## Results and discussion: where a borate anion loses its electron

The anion is a zigzag chain, C1–C2–B3–C4–F5, with the hydrogens H6 to H8 on C1, H9 and H10 on C2, H11 and H12 on boron, and H13 and H14 on C4. All its electrons are paired. Taking one away at fixed geometry leaves a neutral radical, and the table follows the charge of each atom through that step.

Hirshfeld-condensed Fukui function for vertical electron removal from the anion CC[BH2-]CF (charge −1, singlet), one row per atom. Calculated with PySCF 2.14.0 at the PBE/def2-SVPD level on the GFN2-xTB geometry.

```tsv
row	fukui minus (e)	computed element
1	0.039	C
2	0.065	C
3	0.124	B
4	0.088	C
5	0.130	F
6	0.034	H
7	0.066	H
8	0.030	H
9	0.043	H
10	0.054	H
11	0.093	H
12	0.106	H
13	0.054	H
14	0.075	H
```

### 1. What does one value mean?

The column "fukui minus" holds the condensed Fukui function for electron removal,

$$f_k^- = q_k(\text{radical}) - q_k(\text{anion}),$$

where $q_k$ is the Hirshfeld charge of atom $k$. It is the part of the departing electron that atom $k$ gives up. The 0.130 e of fluorine thus means that fluorine supplies about an eighth of the loss. The fourteen values add up to one electron within rounding, so a larger loss on one atom must be paid for by smaller losses elsewhere.

### 2. Does the electron leave from boron, where the formula writes the minus sign?

Only about an eighth of it does. The minus sign on boron is a matter of counting: boron has three valence electrons and here forms four bonds, so one electron has to be added. That electron goes into a bond, and no lone pair remains on boron. The calculated charge of boron in the anion is only −0.141 e, though Hirshfeld charges tend to be small in any case. The BH₂ group as a whole carries −0.436 e.

With no lone pair on boron, and those of fluorine held tightly, the electron that leaves should come mainly from bonding orbitals. Bonds to boron are the natural source, because boron holds its electrons less tightly than carbon does and the extra negative charge raises their energy further. These bond orbitals overlap with their neighbours along the chain, including the lone pairs of fluorine. The highest occupied orbital (HOMO) is spread in just this way, with its largest shares on C4, boron and fluorine.

### 3. Which atom loses most, and which digits decide it?

Fluorine stands first and boron second, but their gap is only 0.006 e. The molecule itself supplies a yardstick for such a gap. Its heavy atoms lie in a mirror plane, so H13 and H14 are equivalent and should lose the same amount. They differ by 0.021 e, and the order of fluorine and boron is therefore unresolved. The second decimal is already uncertain by about two units, and the third should carry no argument.

The mismatch arises on removal, since the charges of the anion agree across the plane within 0.001 e. A possible cause, untested here, is that two occupied orbitals of similar energy have mixed. While both are full, such mixing leaves the total density unchanged; once an electron is taken from one of them, the lopsided shape shows. The HOMO of the anion fits this idea, since its shares on H11 and H12 already differ, at 0.020 and 0.032. The spin of the radical is far more lopsided, with 0.002 on H13 and 0.038 on H14. A hole of a single mirror symmetry would be equally large on both sides, so the computed radical appears to blend two states that symmetry should keep apart. It was also not tested for stability. A clean state could spread the loss differently, even over the atoms in the plane, so the answers below hold for this solution only.

### 4. Why do the hydrogens on boron lose more than those on carbon?

The two hydrogens on boron lose 0.10 e each on average, about twice the mean of 0.05 e for the seven on carbon. Averaging over mirror partners evens out the mismatch, and the difference remains clear, at least for this solution of the radical.

The likely reason is the polarity of the bond. Hydrogen attracts electrons more strongly than boron does, so a B–H bond in a borate has hydridic character: its electron pair leans towards hydrogen. The charges of the anion agree, with nearly −0.15 e on each of these hydrogens and almost none on those bound to carbon. A B–H pair is also held less tightly than a C–H pair, so it can take a larger part in the hole. The unpaired spin of the radical agrees, being larger on these two hydrogens than on any other. The HOMO of the anion does not show it, for there H13 and H14 have the larger shares.

### 5. Why does one methyl hydrogen stand out?

H7 loses 0.066 e, about twice as much as H6 or H8 on the same carbon. All three are bound to the same element, so the difference must come from their orientation. The C1–H7 bond lies in the plane of the chain and points away from the C2–B3 bond, in the anti arrangement. Parallel alignment of this kind gives good overlap between the two bonds, and the hole can reach H7 through it.

This is hyperconjugation, argued here from the geometry. The unpaired spin of the radical supports it, being several times larger on H7 than on either neighbour. The excess of H7 over its neighbours, 0.034 e, is not far above the mirror mismatch of 0.021 e, so its size is only rough.

### 6. Can the losses be read from the HOMO alone?

The simplest model takes one electron out of the HOMO and holds all others still. The change in density is then the density of that orbital, and the loss of each atom equals its share $h_k$ of the HOMO:

$$\rho_{\text{anion}}-\rho_{\text{radical}} \approx |\varphi_{\text{HOMO}}|^2 \quad\Rightarrow\quad f_k^- \approx h_k .$$

The model has no adjustable constant. For C4 it predicts a loss of 0.291 e, the largest of all, whereas the calculation gives 0.088 e. The estimate is thus too large by 0.203 e, or more than a factor of three. Over all atoms the typical miss is 0.07 e, as large as the average loss per atom, 1/14 of an electron. The printed output sets the model beside the calculated losses atom by atom.

The HOMO does show rightly that the loss is spread along the chain. As a ranking of atoms it fails. One reason is that the electrons that stay behind do not hold still. The hole also seems to differ in shape from the HOMO, since C4 carries only 0.171 of the radical's spin, and a second orbital is probably mixed into it. Finally, the output does not say whether the HOMO shares were divided among atoms by the Hirshfeld scheme, so part of the misfit may come from the way of counting.

### 7. What do the remaining electrons do?

They are expected to move towards the hole. Removing an electron from the chain leaves a region of positive charge, which draws in density from its surroundings. The calculation shows that the electrons do respond: in some parts of space the density rises on removal, by about a fifth of an electron in total. With frozen orbitals it could only fall. Where it rises is not printed, so the direction of the shift is argued here.

An inward shift would partly refill the heavy atoms and pass the loss on to the outside of the molecule, where the hydrogens sit. A piece of metal does the same when its excess charge collects at the surface. Together the nine hydrogens lose 0.555 e, although they hold only 0.167 e of the HOMO and 0.256 e of the radical's unpaired spin. The spin marks roughly where the hole is, and the Fukui values mark where charge has been lost after the other electrons have responded. How much is assigned to hydrogen also depends on the way density is divided among atoms, and the HOMO shares and spins may have been divided by another scheme than the losses. Part of the contrast could come from that, so its size should not be trusted.

### 8. Would another functional change the picture?

By groups the loss looks remarkably even: CH₂F, BH₂ and the ethyl group each give up about a third of the electron. The groups differ in size, however. Per atom, BH₂ loses 0.11 e, CH₂F 0.09 e and ethyl 0.05 e, so the loss is most concentrated around boron, although two thirds of it comes from elsewhere.

Even this spread may be exaggerated. In an exact theory the energy changes along a straight line as an electron is removed bit by bit, so every fraction costs the same. With PBE the first small fraction costs 0.896 eV, which is minus the HOMO energy, while the whole electron costs 3.866 eV. The gap of 2.97 eV means that the cost rises steeply as removal proceeds. Small fractions are too cheap, and a hole divided among several sites is favoured over one that stays together.

This is the delocalisation error of semi-local functionals. Mixing in exact exchange usually reduces it and would be expected to draw the hole together. Which atoms would gain from that is open, since the energies reveal the error but not its effect on each atom. The even division into thirds has been found with one functional and one solution for the radical, and both should be tested before it is taken as a property of the molecule.

Output of the analysis:

```
Loss of charge beside other outputs in e:
  row   loss  HOMO share  radical spin  anion charge  radical charge
    1  0.039       0.039         0.047        -0.118          -0.079
    2  0.065       0.101         0.155        -0.134          -0.069
    3  0.124       0.216          0.24        -0.141          -0.017
    4  0.088       0.291         0.171        -0.063           0.025
    5   0.13       0.187          0.13        -0.212          -0.082
    6  0.034       0.004         0.006          0.01           0.044
    7  0.066       0.022         0.033         -0.01           0.056
    8   0.03       0.004         0.003          0.01            0.04
    9  0.043       0.005         0.003        -0.011           0.032
   10  0.054       0.006         0.024        -0.011           0.043
   11  0.093        0.02         0.063        -0.147          -0.054
   12  0.106       0.032         0.084        -0.148          -0.042
   13  0.054       0.034         0.002        -0.012           0.042
   14  0.075        0.04         0.038        -0.013           0.062
Sum of all losses in e: 1.001
Loss of F5 less loss of B3 in e: 0.006
Mirror mismatch H14 less H13 in e: 0.021
Mirror mismatch H12 less H11 in e: 0.013
Loss of the CH2F group in e: 0.347
Loss of the ethyl group in e: 0.331
Loss of the BH2 group in e: 0.323
Mean loss per atom in ethyl in e: 0.04729
Mean loss per atom in BH2 in e: 0.1077
Charge of the BH2 group in the anion in e: -0.436
Loss of all nine hydrogens in e: 0.555
HOMO share of all nine hydrogens in e: 0.167
Radical spin on all nine hydrogens in e: 0.256
Mean loss of the two hydrogens on boron in e: 0.0995
Mean loss of the seven hydrogens on carbon in e: 0.05086
Ratio of these two means: 1.956
Loss of H7 less mean loss of H6 and H8 in e: 0.034
HOMO share of C4 less its loss in e: 0.203
Rms miss of the frozen-orbital estimate in e: 0.07266
Ionisation energy less minus the HOMO energy in eV: 2.97
```
